# Dispersion kink from momentum distribution curves

A momentum distribution curve (MDC) is a cut through an ARPES map at fixed energy. For a linear bare band and a self-energy that depends on energy only, each MDC is a Lorentzian whose centre gives $\mathrm{Re}\,\Sigma$ and whose width gives $\mathrm{Im}\,\Sigma$. This page derives that statement, derives the phonon self-energy that bends the line of MDC centres into a kink, and works through a model of the S1 surface state of Be($10\bar{1}0$).

## Conventions

- $\hbar = 1$. Energies are in meV or eV, momenta in Å$^{-1}$, velocities in eV Å.
- $\omega$ is the electron energy counted from $E_F$; occupied states have $\omega<0$. Phonon energies are $\Omega>0$.
- $k$ runs along a cut normal to the Fermi contour, $q = k-k_F$, oriented so that the bare velocity $v_0$ is positive.
- $\Sigma=\Sigma'+i\Sigma''$ is the retarded self-energy, so $\Sigma''<0$. Any constant $\Sigma'(0)$ is absorbed in the chemical potential, so that $k_F$ is the observed crossing.
- $f$ and $n$ are the Fermi and Bose functions. Widths are half widths at half maximum (HWHM) unless marked FWHM.

## Premises

1. **Sudden approximation for a two-dimensional state.** The intensity is $I(k,\omega)=|M|^2 f(\omega)A(k,\omega)$. A surface state has no dispersion normal to the surface, so the uncertainty in $k_\perp$ of the final state adds no width. $|M|^2$ is constant across one MDC and the resolution is perfect.
2. **Linear bare band**, $\xi_k=v_0 q$. "Bare" means free of phonon dressing. Self-energy parts that are smooth on the phonon scale, such as the real part of the electron-electron term, are already inside $v_0$.
3. **Local self-energy**, $\Sigma(k,\omega)=\Sigma(\omega)$ along the cut.
4. **Migdal approximation** (Migdal 1958): vertex corrections are dropped, and the phonons are harmonic with their dressed frequencies.
5. **Wide band.** The density of final states weighted with the squared coupling is the same at every electron energy, with band edges far away on both sides.

Premises 1 to 3 give the line shape. Premises 4 and 5 give $\Sigma(\omega)$.

## Step 1: the MDC line shape

Dyson's equation gives $G=[\omega-\xi_k-\Sigma(\omega)]^{-1}$, and $A=-\mathrm{Im}\,G/\pi$ is

$$A(k,\omega)=\frac{1}{\pi}\,\frac{|\Sigma''(\omega)|}{[\omega-\xi_k-\Sigma'(\omega)]^2+\Sigma''(\omega)^2}.$$

At fixed $\omega$ the numbers $\Sigma'$, $\Sigma''$ and $f$ are constants by premise 3, and $k$ enters through $\xi_k$ alone. The denominator is smallest where $\xi_k=\omega-\Sigma'$ and has twice that value where $\xi_k=\omega-\Sigma'\pm|\Sigma''|$. This holds for any monotonic bare band. For the linear band write $\omega-v_0q-\Sigma'=-v_0(k-k_m)$ and divide numerator and denominator by $v_0^2$:

$$A(k,\omega)=\frac{1}{\pi v_0}\,\frac{w}{(k-k_m)^2+w^2},\qquad k_m(\omega)=k_F+\frac{\omega-\Sigma'(\omega)}{v_0},\qquad w(\omega)=\frac{|\Sigma''(\omega)|}{v_0}.$$

This is a Lorentzian in $k$ with centre $k_m$, HWHM $w$ and area $\int A\,dk=1/v_0$. No expansion in $\omega$ was made, so the form holds at energies where no sharp quasiparticle exists. The width and the area contain the bare velocity and no quasiparticle weight. Converting $w$ to $|\Sigma''|$ with the renormalised velocity near $E_F$ is a common slip, which underestimates $|\Sigma''|$ by the mass enhancement factor. The inversion is

$$\Sigma'(\omega)=\omega-v_0\,[k_m(\omega)-k_F],\qquad |\Sigma''(\omega)|=v_0\,w(\omega).$$

Differentiating $k_m(\omega)$ gives the slope of the MDC dispersion,

$$v_{\rm MDC}(\omega)=\left(\frac{dk_m}{d\omega}\right)^{-1}=\frac{v_0}{1-\partial_\omega\Sigma'(\omega)}.$$

## Step 2: the phonon self-energy

An electron in $k$ scatters to $k'$ with matrix element $g_{kk'\nu}$ by a phonon of branch $\nu$ and energy $\Omega$. With $G_0=(i\omega_m-\xi')^{-1}$ and $D(i\nu)=(i\nu-\Omega)^{-1}-(i\nu+\Omega)^{-1}$, each final state and mode contributes to the lowest-order diagram ($k_B=1$ in this step)

$$-|g|^2\,T\sum_m D(i\omega_n-i\omega_m)\,G_0(i\omega_m)=|g|^2\,T\sum_m \phi(i\omega_m),$$

$$\phi(z)=\left[\frac{1}{i\omega_n+\Omega-z}-\frac{1}{i\omega_n-\Omega-z}\right]\frac{1}{z-\xi'}.$$

The function $f(z)$ has residue $-T$ at each fermionic $i\omega_m$, and $f\phi$ falls fast enough on large circles that all its residues add to zero. Hence $T\sum_m\phi(i\omega_m)$ equals the sum of the residues of $f\phi$ at the three poles of $\phi$. Because $e^{i\omega_n/T}=-1$, one has $f(i\omega_n+\Omega)=-n(\Omega)$ and $f(i\omega_n-\Omega)=1+n(\Omega)$. The pole $z=\xi'$ gives $f(\xi')[(i\omega_n-\xi'+\Omega)^{-1}-(i\omega_n-\xi'-\Omega)^{-1}]$, the pole $z=i\omega_n+\Omega$ gives $n/(i\omega_n-\xi'+\Omega)$, and the pole $z=i\omega_n-\Omega$ gives $(1+n)/(i\omega_n-\xi'-\Omega)$.

The sum over final states is organised by the dimensionless Eliashberg function, per spin and with $N$ unit cells,

$$\alpha^2F(\Omega)=\frac1N\sum_{k'\nu}|g_{kk'\nu}|^2\,\delta(\xi_{k'})\,\delta(\Omega-\Omega_{k-k',\nu}).$$

Premise 5 says that the same function results for $\delta(\xi-\xi_{k'})$ at any $\xi$. Continuing $i\omega_n\to\omega+i0^+$,

$$\Sigma(\omega)=\int_0^\infty\! d\Omega\,\alpha^2F(\Omega)\int_{-\infty}^{\infty}\! d\xi\left[\frac{1+n(\Omega)-f(\xi)}{\omega-\xi-\Omega+i0^+}+\frac{n(\Omega)+f(\xi)}{\omega-\xi+\Omega+i0^+}\right].$$

The energy $\xi_k$ of the initial state does not appear, and $k$ survives only in $\alpha^2F$, which changes on the scale of $k_F$ or of the zone. This is the ground for premise 3 when $|q|\ll k_F$. Replacing $G_0$ by the dressed $G$ changes nothing: $\int d\xi\,[i\omega_m-\xi-\Sigma(i\omega_m)]^{-1}=-i\pi\,\mathrm{sgn}\,\omega_m$ for any local causal $\Sigma$, since only the sign of the imaginary part of the denominator matters. The one-loop result therefore already sums all non-crossing diagrams.

**Imaginary part.** With $\mathrm{Im}\,(y+i0^+)^{-1}=-\pi\delta(y)$,

$$\Sigma''(\omega)=-\pi\int_0^\infty\! d\Omega\,\alpha^2F(\Omega)\,[1+2n(\Omega)+f(\omega+\Omega)-f(\omega-\Omega)].$$

At $T=0$ and $\omega<0$, $f(\omega-\Omega)=1$ and $f(\omega+\Omega)=\theta(|\omega|-\Omega)$; the case $\omega>0$ is the mirror image. So $\Sigma''(\omega)=-\pi\int_0^{|\omega|}\alpha^2F\,d\Omega$, which rises in size from zero and saturates above the highest phonon energy $\Omega_{\max}$. Elastic defect scattering adds a constant $-\Gamma_0$, with no energy-dependent real part in a wide band.

**Real part at $T=0$.** Keep the band edges at $-E_0$ and $+W$ for the moment. Empty states enter the first term and filled states the second:

$$P\!\!\int_0^{W}\!\frac{d\xi}{\omega-\Omega-\xi}+P\!\!\int_{-E_0}^{0}\!\frac{d\xi}{\omega+\Omega-\xi}=\ln\left|\frac{\Omega-\omega}{\Omega+\omega}\right|+\ln\left|\frac{E_0+\Omega+\omega}{W+\Omega-\omega}\right|.$$

For $E_0,W\gg|\omega|,\Omega$ the second logarithm tends to the constant $\ln(E_0/W)$, which goes into the chemical potential. This leaves

$$\Sigma'_0(\omega)=\int_0^\infty\! d\Omega\,\alpha^2F(\Omega)\ln\left|\frac{\Omega-\omega}{\Omega+\omega}\right|,$$

odd in $\omega$ and positive on the occupied side.

**Real part at finite $T$.** The terms with $n$ multiply $P\!\int d\xi/(y-\xi)=0$ and drop out. The Fermi function is a superposition of steps, $f(\xi)=\int d\epsilon\,[-f'(\epsilon)]\,\theta(\epsilon-\xi)$, and a step at $\epsilon$ is the $T=0$ problem with $\omega\to\omega-\epsilon$. Therefore

$$\Sigma'(\omega,T)=\int d\epsilon\,[-f'(\epsilon)]\,\Sigma'_0(\omega-\epsilon),$$

a convolution with a kernel of FWHM $4\,\mathrm{arcosh}\sqrt2\;k_BT\approx 3.5\,k_BT$.

## Step 3: slope near the Fermi level

For $|\omega|<\Omega$, $\ln[(\Omega-\omega)/(\Omega+\omega)]=-2[\omega/\Omega+\omega^3/3\Omega^3+\dots]$. The first term gives

$$\Sigma'_0(\omega)\to-\lambda\omega,\qquad \lambda=2\int_0^\infty\frac{\alpha^2F(\Omega)}{\Omega}\,d\Omega .$$

Modes with $\Omega<|\omega|$ are not covered by the series, but their share vanishes as $\omega\to0$ when $\alpha^2F$ starts as a positive power of $\Omega$. Inserting $\partial_\omega\Sigma'=-\lambda$ into step 1,

$$k_m-k_F=\frac{(1+\lambda)\,\omega}{v_0},\qquad v_{\rm MDC}(0)=\frac{v_0}{1+\lambda}.$$

At $T=0$ and $\Gamma_0=0$ this is also the quasiparticle velocity. All higher terms of the series carry the sign of the first, so below the lowest phonon energy $-\Sigma'/\omega\ge\lambda$, and a straight line fitted over such a finite window overestimates $\lambda$. At finite temperature $\lambda$ is replaced by $\lambda(T)=-\int d\epsilon\,[-f'(\epsilon)]\,\partial_\epsilon\Sigma'_0(\epsilon)$.

## Step 4: return to the bare band

For $|\omega|>\Omega_{\max}$ the roles are exchanged, and $\ln|(\omega-\Omega)/(\omega+\Omega)|=-2[\Omega/\omega+\Omega^3/3\omega^3+\dots]$ converges for every mode. Define moments with the weight that McMillan (1968) used,

$$\langle\Omega^p\rangle=\frac{2}{\lambda}\int_0^\infty\frac{\alpha^2F(\Omega)}{\Omega}\,\Omega^p\,d\Omega .$$

Then

$$\Sigma'_0(\omega)=-\frac{\lambda\langle\Omega^2\rangle}{\omega}-\frac{\lambda\langle\Omega^4\rangle}{3\omega^3}-\dots$$

The Kramers-Kronig relation $\Sigma'(\omega)=\pi^{-1}P\!\int d\omega'\,\Sigma''(\omega')/(\omega'-\omega)$ confirms the leading term. The saturated value of $\Sigma''$ is constant and contributes nothing. The excess over it, $\pi\int_{|\omega'|}^\infty\alpha^2F\,d\Omega$, has area $2\pi\int\Omega\,\alpha^2F\,d\Omega=\pi\lambda\langle\Omega^2\rangle$, and for distant $\omega$ the kernel is $-1/\omega$. The thermal convolution leaves this term unchanged for $|\omega|\gg k_BT$, since the kernel is normalised and even.

The MDC centre and slope become

$$k_m-k_F\simeq\frac{\omega}{v_0}+\frac{\lambda\langle\Omega^2\rangle}{v_0\,\omega},\qquad v_{\rm MDC}\simeq\frac{v_0}{1-\lambda\langle\Omega^2\rangle/\omega^2}.$$

The centre stays farther from $k_F$ than the bare band and closes in only as $1/\omega$. The slope exceeds $v_0$ and approaches it from above. Between a slope below $v_0$ near $E_F$ and a slope above $v_0$ beyond the phonons, $|\Sigma'|$ passes through a maximum, and that bend is the kink. The ratio of the slopes just beyond the kink and at $E_F$ is therefore larger than $1+\lambda$.

## Step 5: closed form for a Debye spectrum

Take $\alpha^2F=\lambda(\Omega/\Omega_D)^2$ for $\Omega<\Omega_D$ and zero above. Its prefactor satisfies the definition of $\lambda$, and $\langle\Omega^2\rangle=\Omega_D^2/2$, $\langle\Omega^4\rangle=\Omega_D^4/3$. With $x=|\omega|/\Omega_D$, $y=\Omega/\Omega_D$ and $\omega<0$, $\Sigma'_0=\lambda\Omega_D\,g(x)$, where $g=\int_0^1y^2\ln|(y+x)/(y-x)|\,dy$. Integrate by parts, excluding $|y-x|<\eta$; the two boundary terms there cancel up to order $\eta\ln\eta$. The derivative of the logarithm is $-2x/(y^2-x^2)$, and $y^3/(y^2-x^2)=y+x^2y/(y^2-x^2)$ has the principal-value integral $\tfrac12+\tfrac12x^2\ln|1-x^{-2}|$. So

$$g(x)=\frac13\left[\ln\left|\frac{1+x}{1-x}\right|+x+x^3\ln|1-x^{-2}|\right],\qquad g'(x)=1+x^2\ln|1-x^{-2}|,$$

where the rational terms of the derivative, $2/(1-x^2)+1+2x^2/(x^2-1)$, add to 3 before the factor $1/3$. Since $\partial_\omega\Sigma'=-\lambda g'$, the slope is $v_0/(1+\lambda g')$. The limits are $g\simeq x+x^3[\tfrac23\ln(1/x)+\tfrac29]$ and $g\simeq 1/(2x)+1/(9x^3)$, as steps 3 and 4 require. The maximum has $g'=0$. With $u=x^{-2}$ this reads $u-1=e^{-u}$, so $u=1.278$ and $x^*=0.884$. There the last two terms of $g$ cancel, and $g(x^*)=\tfrac13\ln[(1+x^*)/(1-x^*)]=0.930$. The width follows from $|\Sigma''|=\pi\lambda\Omega_D\min(x^3,1)/3+\Gamma_0$.

## Range of validity

**Curvature.** For a parabola with bottom at $-E_0$, $\xi=v_0q+E_0q^2/k_F^2$ with $v_0=2E_0/k_F$. By step 1 the peak sits at $\xi=\omega-\Sigma'$, that is $q/k_F=\sqrt{1+(\omega-\Sigma')/E_0}-1$. An analysis with the tangent line then returns $\Sigma'+\delta_{\rm curv}$, with

$$\delta_{\rm curv}=E_0\left[\sqrt{1+(\omega-\Sigma')/E_0}-1\right]^2 .$$

This grows about as $\omega^2/4E_0$ while the phonon tail falls as $1/|\omega|$. The MDC also becomes skewed at relative order $w/k$. The remedy is $\Sigma'=\omega-\xi(k_m)$ with the curved band.

**Band edge.** If all final states lie in a two-dimensional band ending at $-E_0$, the second logarithm of step 2 adds, relative to $\omega=0$,

$$\delta_{\rm edge}(\omega)=\int d\Omega\,\alpha^2F(\Omega)\ln\left[1+\frac{\omega}{E_0+\Omega}\right],$$

and lowers $\lambda$ by $\int\alpha^2F/(E_0+\Omega)\,d\Omega$. An upper edge acts in the same direction and less strongly when $W>E_0$.

**Momentum dependence.** A term $s\,q$ in $\Sigma'$ keeps the Lorentzian and replaces $v_0$ by $v_0+s$ in centre, width and area. A slope $t=\partial_k|\Sigma''|$ skews the peak. Setting the $k$ derivative of $A$ to zero at first order in $t$ shifts the maximum by $-t|\Sigma''|/2v_0^2$. In the same way $|M|^2\propto1+\mu(k-k_m)$ shifts it by $\mu w^2/2$.

**Vertex corrections** are of relative order $\lambda\Omega_{\max}/E_0$. Polaronic coupling lies outside the treatment.

**Energy resolution.** With a Gaussian of standard deviation $\sigma=\mathrm{FWHM}/2.35$, $f$ no longer factors out. At $T=0$ the MDC at nominal $\omega=0$ collects only $\omega'<0$, a half Gaussian of mean $-\sigma\sqrt{2/\pi}$. The mean centre moves by $(1+\lambda)/v_0$ times this energy, which reads as a spurious $\Sigma'(0)=(1+\lambda)\sigma\sqrt{2/\pi}$. Points within about one FWHM of $E_F$ need modelling.

**The bare band is not observed.** One map fixes $k_m(\omega)$ and $w(\omega)$, and $v_0$ comes from a calculation or from requiring that $\Sigma'$ and $\Sigma''$ be Kramers-Kronig partners. An electron-electron width, growing about as $\omega^2$, adds to $w$ at larger binding energy.

## Illustration: a model of S1 on Be($10\bar{1}0$)

Be($10\bar{1}0$) has two surface states in the projected bulk gap at the zone-boundary point $\bar A$. The shallow one, S1, disperses upward from $\bar A$ and crosses $E_F$. The other, S2, lies about 2.7 eV deep at $\bar A$ and is not used here. The inputs are:

- $\lambda=0.65$ and an effective $\Omega_D=60$ meV, chosen to reproduce the coupling typical of S1;
- $E_0=0.40$ eV, an approximate depth of S1 at $\bar A$;
- $k_F=0.20$ Å$^{-1}$ from $\bar A$ and $\Gamma_0=20$ meV, both assumed round values.

The parabola gives $v_0=2E_0/k_F=4.0$ eV Å and a bare mass of $0.38\,m_e$. Further, $\lambda\Omega_D=39$ meV, $\langle\Omega^2\rangle^{1/2}=42$ meV and $\lambda\langle\Omega^2\rangle=1170$ meV$^2$. The table is for $T=0$, with energies in meV and momenta in $10^{-3}$ Å$^{-1}$. "Tail" is $-\lambda\langle\Omega^2\rangle/\omega$, $\Sigma''_{\rm ph}$ excludes $\Gamma_0$, "shift" is the displacement $-\Sigma'/v_0$ of $k_m$ from the bare line, and $w$ includes $\Gamma_0$.

| $\omega$ | $\Sigma'$ | tail | $-\Sigma''_{\rm ph}$ | $v_{\rm MDC}/v_0$ | shift | $w$ | $\delta_{\rm curv}$ | $\delta_{\rm edge}$ |
|---|---|---|---|---|---|---|---|---|
| 0 | 0 | | 0 | 0.61 | 0 | 5.0 | 0 | 0 |
| −30 | 23 | | 5.1 | 0.55 | −5.6 | 6.3 | 1.9 | −0.9 |
| −53 | 36 | | 28 | 1.00 | −9.1 | 12 | 5.6 | −1.7 |
| −90 | 15 | 13 | 41 | 1.27 | −3.7 | 15 | 7.9 | −2.9 |
| −180 | 6.7 | 6.5 | 41 | 1.04 | −1.7 | 15 | 29 | −6.7 |

The model's slope at $E_F$ is $v_0/(1+\lambda)=2.4$ eV Å. The kink lies at $x^*\Omega_D=53$ meV binding energy, where the centre is displaced by 0.75 of the half width, so the fits must locate peaks to a small fraction of $w$. A chord from $E_F$ to $-30$ meV gives $-\Sigma'/\omega=0.75$ in place of the input 0.65. Between 58 and 63 meV binding energy $1+\lambda g'<0$ and the MDC dispersion bends back. This comes from the sharp Debye cutoff. At 30 K, where $k_BT=2.6$ meV, the thermal kernel has FWHM 9.1 meV, wider than that window, and weakens the feature, while $\lambda(T)$ rises to 0.67.

The neglected terms are moderate up to the kink. There $\delta_{\rm curv}$ is 16 % of $\Sigma'$, the band edge lowers $\lambda$ by 0.029, the vertex parameter $\lambda\Omega_D/E_0$ is 0.10, and $\mu=1/k_F$ would shift the peak by $0.4\times10^{-3}$ Å$^{-1}$. A resolution of 10 meV FWHM has $\sigma=4.2$ meV, moves the sampled energy at $E_F$ by $-3.4$ meV at $T=0$, and mimics $\Sigma'(0)=5.6$ meV. Beyond the kink the shallow band limits the result. At $-180$ meV the tail formula is close to the full wide-band value, 6.5 against 6.7 meV, but curvature adds 29 meV to a tangent-line analysis, and the band edge, with all final states in S1, would cancel the tail. The $1/\omega$ law is a property of the wide-band model and cannot be isolated on S1 without treating both terms.

All numbers are the model's. The ratio 0.61 follows from the chosen $\lambda$ and tests nothing about beryllium, and the momentum columns scale as $1/v_0$. The height of the maximum depends on the spectral shape. A flat $\alpha^2F$ between $a=20$ and $b=80$ meV with the same $\lambda$ has height $\lambda/[2\ln(b/a)]$ and, for $a<|\omega|<b$, $\partial_{|\omega|}\Sigma'\propto\ln[(b^2-\omega^2)/(\omega^2-a^2)]$. Its maximum lies at $|\omega|=\sqrt{(a^2+b^2)/2}=58$ meV with $\Sigma'=31$ meV. As typical knowledge, the coupling on this surface is spread over several groups of modes up to about 80 meV, with much of $\lambda$ in low-lying surface modes, so the real maximum is expected to be broader than the Debye model's 36 meV and lower by the amount found for the flat spectrum or somewhat more.